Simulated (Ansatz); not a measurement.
A series in volume scale on Cu

Plane-wave DFT, scalar-relativistic PAW made under PBE with cores redone for the functional, no dispersion; the given relaxed cell is scaled uniformly, energy at zero smearing counts from the unscaled cell, pressure at the given Fermi-Dirac smearing is positive in compression. The results are calculated, by Ansatz 0.2.0.

The cell before it is scaled or strained (space group Pm-3m, No. 221):
```
Cu
1.0
      2.4557     0.0000     0.0000
      0.0000     2.4557     0.0000
      0.0000     0.0000     2.4557
Cu
1
Direct
  0.00000 0.00000 0.00000
```

Settings of every row: spin polarised no; functional BLYP; wave cutoff 420 eV; smearing width 0.1 eV; k mesh 14x14x14.

Atom starting moment: 0 on all atoms.

Limits: the cell comes from a prototype or a list of computed structures and needn't be the stable phase.

| row | volume scale | V (Å³/atom) | energy change per atom (meV) | pressure (GPa) |
| --- | --- | --- | --- | --- |
| 1 | 0.88 | 13.032 | 71.67 | 14.78 |
| 2 | 0.92 | 13.624 | ? | ? |
| 3 | 0.96 | 14.217 | 6.55 | 3.78 |
| 4 | 1.04 | 15.401 | 5.93 | -2.99 |
| 5 | 1.08 | 15.994 | 21.64 | -5.31 |
| 6 | 1.12 | 16.586 | 44.96 | -7.11 |

Question: what energy change per atom and pressure should row 2 give?

Worked fit of energy change per atom. Take u = (V_r/V)^(2/3) − 1 with V_r = 15.401 Å³ an atom, which is twice the finite (Eulerian) strain; such expansions in the strain, on which the Birch-Murnaghan equation of state is built, carry the rest volume and the bulk modulus. The shown rows have u = 0.11779, 0.05478, 0, -0.02487, -0.04822. Least squares give energy change per atom = 5.422 − 426.058 × u + 8377.01 × u² meV; a straight line predicts inner rows, each left out in turn, worse (root mean square 28 against 1.1 meV). The rows lie off it by 0.21, -0.67, 0.51, 0.44, -0.48 (root mean square 0.49 meV). The withheld row has u = 0.08517, so the fit gives 5.422 − 426.058 × (0.08517) + 8377.01 × (0.08517)² = 29.90 meV.

The calculation gave 28.99 meV. The fit lies 0.91 meV (3.1 % of the value, 1.4 % of the column's range) above it; its largest miss of a shown row is 0.67 meV.

Worked fit of pressure. Take u = (V_r/V)^(2/3) − 1 with V_r = 15.401 Å³ an atom, which is twice the finite (Eulerian) strain; such expansions in the strain, on which the Birch-Murnaghan equation of state is built, carry the rest volume and the bulk modulus. The shown rows have u = 0.11779, 0.05478, 0, -0.02487, -0.04822. Least squares give pressure = −3.034 + 103.218 × u + 406.36 × u² GPa; a straight line predicts inner rows, each left out in turn, worse (root mean square 1.4 against 0.099 GPa). The rows lie off it by 0.02, -0.06, 0.04, 0.04, -0.04 (root mean square 0.042 GPa). The pressure vanishes at u = 0.0266, or V = 14.81 Å³ an atom, and there the bulk modulus at fixed shape and fractions is B = −V dP/dV = (2/3)(1 + u) dP/du = 85.4 GPa. The withheld row has u = 0.08517, so the fit gives −3.034 + 103.218 × (0.08517) + 406.36 × (0.08517)² = 8.70 GPa.

The calculation gave 8.61 GPa. The fit lies 0.09 GPa (1 % of the value, 0.41 % of the column's range) above it; its largest miss of a shown row is 0.06 GPa.
